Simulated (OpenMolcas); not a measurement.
A ladder of methods for CF2 (SMILES F[C]F)

CF2: 3 atoms, total charge 0, spin state singlet. SMILES: `F[C]F`. The coordinates come from a GFN2-xTB relaxation.

| atom | x (Å) | y (Å) | z (Å) |
| --- | --- | --- | --- |
| F | 0.3969 | 1.0328 | 0.3328 |
| C | 0.3268 | -0.2722 | 0.1497 |
| F | -0.7238 | -0.7606 | -0.4825 |

Quantity: the energy change with the C2–F3 bond stretched from 1.320 to 2.310 Å, in eV. The values are calculated.

```json
{"level": "PBE/STO-3G (restricted)", "kind": "GGA", "program": "OpenMolcas", "value (eV)": "4.23", "less FCI/STO-3G": "+0.94", "CPU time (all runs)": "8.6 s"}
{"level": "B3LYP/STO-3G (restricted)", "kind": "global hybrid", "program": "OpenMolcas", "value (eV)": "4.97", "less FCI/STO-3G": "+1.68", "CPU time (all runs)": "6.9 s"}
{"level": "M06-2X/STO-3G (restricted)", "kind": "hybrid meta-GGA", "program": "OpenMolcas", "value (eV)": "5.89", "less FCI/STO-3G": "+2.60", "CPU time (all runs)": "7.9 s"}
{"level": "B2PLYP/STO-3G (restricted)", "kind": "double hybrid", "program": "OpenMolcas", "value (eV)": "4.90", "less FCI/STO-3G": "+1.61", "CPU time (all runs)": "6.7 s"}
{"level": "MP2/STO-3G (restricted)", "kind": "perturbation theory", "program": "OpenMolcas", "value (eV)": "4.90", "less FCI/STO-3G": "+1.61", "CPU time (all runs)": "3.1 s"}
{"level": "CASPT2(2,2)/STO-3G", "kind": "multireference", "program": "OpenMolcas", "value (eV)": "3.24", "less FCI/STO-3G": "-0.05", "CPU time (all runs)": "2.9 s"}
{"level": "CASSCF(2,2)/STO-3G", "kind": "multireference", "program": "OpenMolcas", "value (eV)": "2.60", "less FCI/STO-3G": "-0.69", "CPU time (all runs)": "3 s"}
{"level": "MRCI(2,2)/STO-3G", "kind": "multireference", "program": "OpenMolcas", "value (eV)": "3.25", "less FCI/STO-3G": "-0.04", "CPU time (all runs)": "3.3 s"}
{"level": "FCI/STO-3G", "kind": "exact in the basis", "program": "OpenMolcas", "value (eV)": "3.29", "less FCI/STO-3G": "0.00", "CPU time (all runs)": "25 s"}
```

FCI/STO-3G is exact within its basis and frozen core, so for wave-function methods in that basis the difference is their error; functionals converge differently with the basis, so for them it is only a difference. The first shape isn't each level's own minimum. The values span 2.60 to 5.89 eV. All rows use very small basis sets, so even the best lies far from the true value. Times are those of the runs behind each value, whatever else they computed, on shared processors of several kinds: orders of magnitude only.

Stretching one C–F bond separates the methods by how they treat the breaking electron pair. The bond is heading towards two radicals, CF and F, so the σ and σ* orbitals approach degeneracy and a second configuration gains weight. A restricted single determinant keeps too much ionic character in the stretched bond, and MP2 does not repair this, giving 4.90 eV against the FCI value of 3.29 eV.

CASSCF(2,2) admits the missing configuration but falls to 2.60 eV, probably because it omits dynamic correlation that stabilises the compact bonded structure more than the stretched one. Restoring that correlation brings CASPT2 and MRCI to 3.24 and 3.25 eV, so both kinds of correlation matter here.

Among the functionals, the rise from PBE through B3LYP to M06-2X is consistent with a growing share of exact exchange penalising the restricted stretched state. B2PLYP breaks that order, probably through its perturbative correlation term. A single stretched geometry establishes neither the dissociation limit nor the accuracy along the whole curve.
